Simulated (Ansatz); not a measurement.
Bi2Te3: opening a crack plane

Bi2Te3, R-3m, a = 4.381 Å, c = 30.323 Å. Ansatz: PBEsol, PAW, 420 eV, Γ-centred 9×9×2 mesh on 15 atoms, Gaussian smearing 0.03 eV; no spin polarisation. One cut on (001) per cell of 15 atoms is opened rigidly by x, between planes of Te and Te that stand 2.63 Å apart; y is the energy per area (16.621 Å², 1 eV/Å² = 16.02 J/m²).

| x (Å) | y (J/m²) |
| --- | --- |
| 0.00 | 0.000 |
| 0.25 | ? |
| 0.50 | 0.040 |
| 1.00 | 0.097 |
| 2.00 | 0.159 |
| 3.00 | 0.172 |
| 6.00 | 0.176 |

Question: Fit the universal binding curve y = W[1 − (1 + x/l) e^(−x/l)] to the other rows, give the peak stress, and predict the missing value.

Answer: Least squares gives W = 0.177 J/m² and l = 0.542 Å. The stress dy/dx peaks at x = l with W/(e l) = 1.2 GPa, for rigid faces. At x = 0.25: x/l = 0.461, y = 0.014 J/m². The run gave 0.013 J/m², so the fit is 0.001 J/m² too high, within the rms miss on the fitted rows (0.002 J/m²).

Spin–orbit coupling is left out, which can shift energies with elements as heavy as these.

Cost: 8 runs of about 16 core-minutes in all, on Arm Neoverse V2 (shared hosts).

The cut runs through the gap between quintuple layers, where Te faces Te and no Bi–Te bond is broken. That explains the small work of separation, 0.177 J/m², and the easy basal cleavage of Bi2Te3. The attraction that remains probably comes in part from overlap of Te p orbitals across the gap, which fades quickly as the faces part: the energy has reached 0.172 J/m² by 3.00 Å and barely rises after that.

This early plateau also reflects the functional. PBEsol has no long-range dispersion, so its attraction dies off with the density overlap, whereas real layers keep pulling on each other with a slower, power-law tail. The good match to an exponential binding curve is therefore no evidence that the true interaction is short-ranged, and the work of separation is probably too low. The curve supports weak interlayer cohesion and a smooth interpolation at small openings, but it can't separate the covalent and dispersive shares of the binding.
